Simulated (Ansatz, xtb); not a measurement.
## Relative energy of two isomers of B2Cl2F2H2O2

Structure X is `[OH2+][B@-](F)(Cl)/[O+]=[B-](/F)Cl`, a singlet and structure Y is `F[B@-]1(Cl)[OH+][B@-](F)(Cl)[OH+]1`, a singlet. Both are isolated molecules in the gas phase, relaxed with PBE0-D4/def2-SVP; the shapes shown needn't be the lowest conformers.

X (Å):

```yaml
atoms:
  - { symbol: B, position_ang: [-0.6396, -0.1746, 1.4896] }
  - { symbol: B, position_ang: [-0.9728, -0.4522, -1.0095] }
  - { symbol: Cl, position_ang: [0.7967, -1.2567, 1.8644] }
  - { symbol: Cl, position_ang: [0.4449, 0.4842, -1.6177] }
  - { symbol: F, position_ang: [-1.4718, 0.0136, 2.5244] }
  - { symbol: F, position_ang: [-1.6799, -1.0711, -1.9272] }
  - { symbol: O, position_ang: [0.0427, 1.3119, 1.2585] }
  - { symbol: O, position_ang: [-1.2865, -0.4749, 0.2681] }
  - { symbol: H, position_ang: [0.7736, 1.4024, 1.8900] }
  - { symbol: H, position_ang: [0.4368, 1.3221, 0.3558] }
```

Y (Å):

```yaml
atoms:
  - { symbol: B, position_ang: [-0.9469, 0.4020, 0.3647] }
  - { symbol: B, position_ang: [1.0873, -0.2188, -0.1828] }
  - { symbol: Cl, position_ang: [-1.4532, 1.6583, 1.5238] }
  - { symbol: Cl, position_ang: [1.2207, -1.5424, -1.4096] }
  - { symbol: F, position_ang: [-1.9278, -0.2686, -0.2719] }
  - { symbol: F, position_ang: [2.2309, 0.2716, 0.2888] }
  - { symbol: O, position_ang: [0.1211, 0.8916, -0.6404] }
  - { symbol: O, position_ang: [0.0985, -0.5790, 0.9436] }
  - { symbol: H, position_ang: [-0.1558, 0.8359, -1.5657] }
  - { symbol: H, position_ang: [-0.1916, -1.5019, 0.9523] }
```

Q: Estimate which is lower in electronic energy at CCSD(T)/def2-SVP + ΔMP2/def2-TZVPP, and by roughly how much.

A: CCSD(T)/def2-SVP + ΔMP2/def2-TZVPP gives E(Y) − E(X) = +0.32 kcal/mol, slightly favouring structure X, which is too small a margin to settle the true order.

Level by level:

```
                             level          geometry  E(Y) − E(X) (kcal/mol)  departure from the last row (kcal/mol)  job, with rough time for the two
                  PBE0-D4/def2-SVP  PBE0-D4/def2-SVP                     −0.06                                   −0.38                optimisation, 98 s
                       HF/def2-SVP  PBE0-D4/def2-SVP                     +3.73                                   +3.41           part of the CCSD(T) run
                      MP2/def2-SVP  PBE0-D4/def2-SVP                     −0.10                                   −0.42           part of the CCSD(T) run
                  CCSD(T)/def2-SVP  PBE0-D4/def2-SVP                     +0.01                                   −0.31                      single point
CCSD(T)/def2-SVP + ΔMP2/def2-TZVPP  PBE0-D4/def2-SVP                     +0.32                                                     single point, 1.9 min
```

As drawn, Y has 2 B–O in place of 1 B=O. Structure X has no ring, Y a 4-membered ring.

The largest departure from CCSD(T)/def2-SVP + ΔMP2/def2-TZVPP is that of HF/def2-SVP, 3.41 kcal/mol. Levels run at GFN2-xTB geometries aren't shown. The last row adds to CCSD(T) the change of the MP2 difference between the two basis sets, here +0.31 kcal/mol.

With thermal terms from frequencies at re-optimised GFN2-xTB minima (ideal gas, soft modes damped towards free rotors, one conformer each, 298.15 K, 1 atm): the zero-point term adds −0.30 kcal/mol; ΔH is −0.31 and ΔG +0.63 kcal/mol.

The correlated steps freeze 16 core orbitals. Programs: Ansatz 0.2.0, xtb 6.7.1; the last row on 2 threads of Arm Neoverse V1 on a shared host.

The two isomers are practically degenerate, and neither the electronic energies nor the thermal terms establish a preference. This probably reflects compensation between quite different bonding patterns. Y is a hydroxide-bridged dimer with two four-coordinate borons, gaining an extra B–O σ bond at the cost of ring strain and of π donation into boron. X is a water adduct of a B–O–B unit: its formal B=O bond is better read as oxygen lone-pair donation into the empty p orbital of the three-coordinate boron, and a short O–H···Cl contact adds further stabilisation.

Hartree–Fock favours X by 3.73 kcal/mol, and correlation removes nearly all of that preference, which suggests that it stabilises the compact, more highly coordinated ring more than the open adduct. The opposite signs of ΔH and ΔG fit the lower entropy expected of the stiffer ring. Near-equal energies don't imply rapid exchange, since interconversion requires proton transfer as well as B–O bond formation, and its barrier remains unknown.
